Dear colleague,

The photoconductive gain G of your n-i-n sandwiches cannot be raised with bias indefinitely, because the ohmic contacts that make gain possible also inject space charge. The limit, due to Rose and to Redington in the late 1950s and refined by Rose and Lampert in 1959, reads G_max/τ₀ = M/τ_rel. Here τ₀ is the response time, τ_rel = ε/σ is the dielectric relaxation time under the operating light, and M is of order one unless deep centres absorb extra charge. I derive it below in one solvable model.

1. Premises

The i layer has thickness L and permittivity ε; x runs from cathode (0) to anode (L). E > 0 is the field magnitude, driving electrons towards +x, and e > 0 is the elementary charge.

(a) Light creates pairs uniformly at rate g per volume. G counts electrons through the circuit per absorbed photon, for small signals: G = δJ/(e L δg).
(b) Only free electrons (density n, mobility μ) move, by drift alone: J = eμnE.
(c) Shallow traps hold n_t ∝ n and exchange with the band quickly. The total is N = n + n_t = n/θ with constant θ = n/(n + n_t).
(d) Each photohole is captured at once by a filled recombination centre and stays there. The density p of empty centres obeys ∂p/∂t = g − c n p, with capture coefficient c and no thermal emission.
(e) All other charge is a fixed density eD of either sign, defined with the filled centre as reference, so the net charge is e(p + D − N).
(f) The cathode is an unlimited electron reservoir: E(0) = 0.

Subscript 0 marks the neutral illuminated state: N₀ = p₀ + D, g = c n₀ p₀, σ₀ = eμn₀, τ_rel = ε/σ₀. Let r = p₀/N₀. In a film with D = 0, r = 1; many initially empty centres mean D < 0 and r ≫ 1.

2. Response time and ohmic gain

At low bias the field is V/L and uniform light preserves neutrality, so p = N − D and dN/dt = g − cθN(N − D). Linearising about N₀,

dδN/dt = δg − δN/τ₀, 1/τ₀ = cθ(N₀ + p₀). (1)

The steady response is δN = τ₀δg, of which the fraction θ is free. Defining the free-electron lifetime as τ = dn/dg,

τ = θτ₀ = 1/[c(N₀ + p₀)], τ₀ = τ(1 + n_t/n). (2)

The current changes by δJ = eμτδg V/L, so

G = μτV/L². (3)

G contains τ and not θ. At a given τ, traps therefore stretch the response by 1 + n_t/n and leave the gain alone: light must fill the traps, and recombination can empty them only through the free fraction. For p₀ ≫ N₀, τ = 1/(cp₀) is independent of the traps; for r near 1, adding traps also lowers τ. Dividing (3) by (2),

G/τ₀ = θμV/L². (4)

This is the inverse transit time at the drift mobility θμ, and recombination has dropped out. With the 3 dB frequency f₃ = 1/(2πτ₀), the product Gf₃ is (4) divided by 2π. For a given film only V is left to raise it.

3. The capacitor estimate

A bias V puts a charge of order CV = εV/L per area into the layer when the cathode is ohmic. It matters once it rivals the charge eN₀L that is already in exchange with the band. That charge is the free plus shallow-trapped charge under the operating light; it is the thermal charge only in the dark. Equality defines

V₀ = eN₀L²/ε. (5)

Inserting (5) in (4) and using θN₀ = n₀ gives G/τ₀ = eμn₀/ε = 1/τ_rel. Traps raise V₀ by 1/θ at given σ₀ and lower the drift mobility by θ, so θ cancels, and L cancels too. The next two steps supply the coefficient and show that the gain really stops growing.

4. Onset of injection

In the steady state (d) gives g = cnp at each x, so generation and recombination cancel locally and J is independent of x. Gauss's law, with the field pointing along −x, is

ε dE/dx = e(N − p − D). (6)

Put E_Ω = J/σ₀ and u = E/E_Ω. By (b), u = n₀/n, so N = N₀/u, and np = n₀p₀ gives p = p₀u. Injected electrons thus fill empty centres. With D = N₀ − p₀,

(εE_Ω/e) du/dx = (1 − u)(N₀/u + p₀), u(0) = 0. (7)

Near u = 1 the deviation 1 − u decays over λ = εE_Ω/[e(N₀ + p₀)]. For λ ≪ L, u(L) = 1 up to terms exponentially small in L/λ. Write V = E_Ω∫u dx = E_ΩL − E_Ω∫(1 − u)dx and change variable with (7):

∫(1 − u)dx = (εE_Ω/eN₀) I(r), I(r) = ∫₀¹ u du/(1 + ru) = 1/r − ln(1 + r)/r². (8)

Then V = E_ΩL[1 − (E_ΩL/V₀)I]. The ratio of the current to its ohmic value σ₀V/L is E_ΩL/V, so to first order

JL/(σ₀V) = 1 + (V/V₀) I(r). (9)

I(0) = 1/2. As a convention, take the onset V_on where the first-order excess in (9) equals 1/2, which makes V_on = V₀ for r = 0. Then V_on = M_on V₀ with M_on = 1/(2I), and (4) extrapolated to V_on gives

G/τ₀ = M_on/τ_rel. (10)

On 0 ≤ u ≤ 1 one has u/(1 + r) ≤ u/(1 + ru) ≤ 1/(1 + r), the second because u/(1 + ru) increases with u. Hence (1 + r)/2 ≤ M_on ≤ 1 + r. Also I ≤ 1/2, so M_on ≥ 1. For r = 1, I = 0.307 and M_on = 1.63; for r = 10, M_on = 6.58. The empty centres absorb injected charge and postpone the onset, yet they do not enter the factor 1 + n_t/n, since by (d) they return no electron to the band. This is the origin of M > 1.

5. High bias: the gain saturates

For V ≫ (1 + r)V₀ the injected N dominates (6), and p and D are first-order perturbations. D shifts the current by an amount independent of g at this order and is dropped. Insert n = J/(eμE) and p = g/(cn) in (6), multiply by 2E/ε and set y = E²:

dy/dx = A − ky, A = 2J/(εθμ), k = 2e²gμ/(εcJ). (11)

With y(0) = 0, y = (A/k)(1 − e^(−kx)) ≈ Ax(1 − kx/2), so E ≈ (Ax)^(1/2)(1 − kx/4). Integrating,

V = (2/3)A^(1/2)L^(3/2)(1 − 3kL/20). (12)

For k = 0 this is the Mott–Gurney law with traps, J_MG = (9/8)θεμV²/L³. Since A ∝ J, squaring (12) at fixed V gives J = J_MG(1 + 3kL/10), and the light-induced part is 3kLJ/10 = (3/5)e²gμL/(εc). It is linear in g, so

G_sat = (3/5)G_L, G_L = eμ/(εc). (13)

The bias has dropped out: raising V shortens the transit time as 1/V, but the injected electrons, n ∝ V, shorten the life of a trapped hole equally. G_L is the Langevin coefficient eμ/ε divided by the actual capture coefficient. From (1), τ₀/τ_rel = eμN₀/[εc(N₀ + p₀)] = G_L/(1 + r), so

G_sat/τ₀ = M/τ_rel, M = (3/5)(1 + r), (14)

with τ₀ and τ_rel taken in the illuminated ohmic state. This gives M = 1.2 for r = 1 and M = 6.6 for r = 10. The statement M = 1 is to be read as order one; the coefficient depends on the criterion.

The limit keeps its form if both times are taken at the operating bias. With p ≪ N the local decay rate of δp is cn(x), slowest at the anode, τ_a = 1/(cn_a). There E = 3V/(2L) by (12), so σ_op = JL/V = (3/2)eμn_a and G_sat/τ_a = (3/5)eμn_a/ε = (2/5)σ_op/ε. More bias buys speed only by raising the standing current as V², at constant gain.

6. The whole curve for r = 1

Let s = x/L, j = E_ΩL/V₀, v = V/V₀. Equation (7) becomes j du/ds = (1 − u²)/u, solved by u² = 1 − exp(−2s/j). With u_a = u(1),

v = j∫₀¹ u ds = j²∫ u² du/(1 − u²) = j²(artanh u_a − u_a), dv/dj = 2v/j − u_a. (15)

The current is J = σ₀V₀j/L = e²μθL N₀² j/ε, while g = cθN₀² and v ∝ 1/N₀ at fixed V. Therefore G = G_L d(N₀²j)/d(N₀²), that is

G/G_L = j − v/(2 dv/dj). (16)

For small j, v → j and G/G_L → v/2, which is (3); for large j it tends to 3/5, which is (13). In between:

j = 1: v = 0.73, JL/(σ₀V) = 1.37, G/G_L = 0.31
j = 2: v = 1.16, JL/(σ₀V) = 1.72, G/G_L = 0.41
j = 4: v = 1.75, JL/(σ₀V) = 2.28, G/G_L = 0.49
j = 10: v = 2.89, JL/(σ₀V) = 3.45, G/G_L = 0.55

The gain bends over near V₀, in the same range where the current leaves Ohm's law. That coincidence is the signature to look for.

7. Range of validity

Diffusion. Drift dominates if eV ≫ k_BT. At V₀, eV₀/k_BT = (L/L_D)² with L_D = [εk_BT/(e²N₀)]^(1/2), so L ≫ L_D is needed. Electrons spilling from each n layer shorten the resistive region by a length of order L_D, which shifts V₀ ∝ L² by about 4L_D/L. G_L does not contain L.

Hole motion. With a hole mobility–lifetime product (μτ)_p the fraction of holes swept out is about (μτ)_pV/L², which by (3) is G(μτ)_p/(μτ). It must be small, so G ≪ μτ/(μτ)_p.

Trap kinetics. The release time of linear traps is their capture time divided by n/n_t, as τ₀ is τ divided by θ. Premise (c) therefore asks that an electron be trapped many times before it recombines. A state at the electron quasi-Fermi level emits at the rate c_t n₀ by detailed balance (c_t is its capture coefficient), to be compared with 1/τ₀ = cn₀(1 + r). For c_t ≈ c the two are comparable, such states are neither traps nor recombination centres, and the decay is not exponential.

Trap distribution. In a-Si:H the gap states form a continuum and n_t is not proportional to n. Then θ in (2) and (4) becomes dn/dN, and N₀ in (5) becomes dN/d ln n, which equals k_BT times the density of states at the quasi-Fermi level for a flat distribution. The estimate of section 3 survives, as the two replacements again multiply to n₀; the coefficients 1/2, 3/5 and 2/5 and the curve of section 6 belong to linear traps only.

Further conditions are small signals, weakly absorbed light, field-independent μ and c, G ≫ 1 so that the current follows p quasi-statically, and a cathode that does not run out of electrons. A cathode that does run out stops the gain earlier and gives M < 1.

8. Illustration

Take L = 3 µm, T = 300 K, r = 1, an operating conductivity σ₀ = 1×10⁻⁵ S/m, and inputs typical of a-Si:H: ε ≈ 12ε₀, μ ≈ 1×10⁻³ m²/(V s), τ ≈ 1×10⁻⁷ s, N₀ ≈ 3×10²⁰ m⁻³, (μτ)_p ≈ 3×10⁻¹³ m²/V.

Then n₀ = 6.2×10¹⁶ m⁻³ and θ = 2.1×10⁻⁴. For r = 1, g = n₀/(2τ) = 3.1×10²³ m⁻³ s⁻¹, an absorbed flux gL = 9.4×10¹⁷ m⁻² s⁻¹. The traps stretch τ to τ₀ = 0.48 ms, so f₃ = 0.33 kHz, while τ_rel = 10.6 µs and V₀ = 4.07 V. From (2), c = 1/(2N₀τ) = 1.7×10⁻¹⁴ m³/s, against eμ/ε = 1.5×10⁻¹² m³/s, so G_L = 90. The ohmic line (3) would give G = τ₀/τ_rel = 45 at V₀. Equation (16) gives G = 37 at 4.7 V (j = 2), and G_sat = 54. The limit (14) is G_sat/τ₀ = 1.1×10⁵ s⁻¹, or G_sat f₃ = 18 kHz.

The neglected terms are not negligible. With eV₀/k_BT = 157, L_D = 0.24 µm and the shift of V₀ is about 0.3 of its value. Hole sweep-out removes a fraction of about 0.14 at V₀. One figure is what survives: the model's gain levels off near 5×10¹ above a few volts, with G f₃ near 2×10⁴ Hz. Deep centres with r = 10 at the same τ and N₀ would move V_on to 27 V, but the sweep-out estimate reaches 0.9 there, so premise (d) fails before that M is realised.

These numbers are the model's. The inputs were chosen to reproduce typical behaviour of such sandwiches, gains of tens to hundreds and response times of 0.1 to 1 ms in weak light, so the result is no test of the model; μτ and the trap density typically vary by a factor of ten between films. The test that needs none of these inputs is to record G, τ₀ and σ₀ at one light level and form Gε/(σ₀τ₀), with the low-bias τ₀ and σ₀: it should rise as V/V₀ and level off at M, and at a fixed M the product G f₃ should follow σ₀ as the light is changed.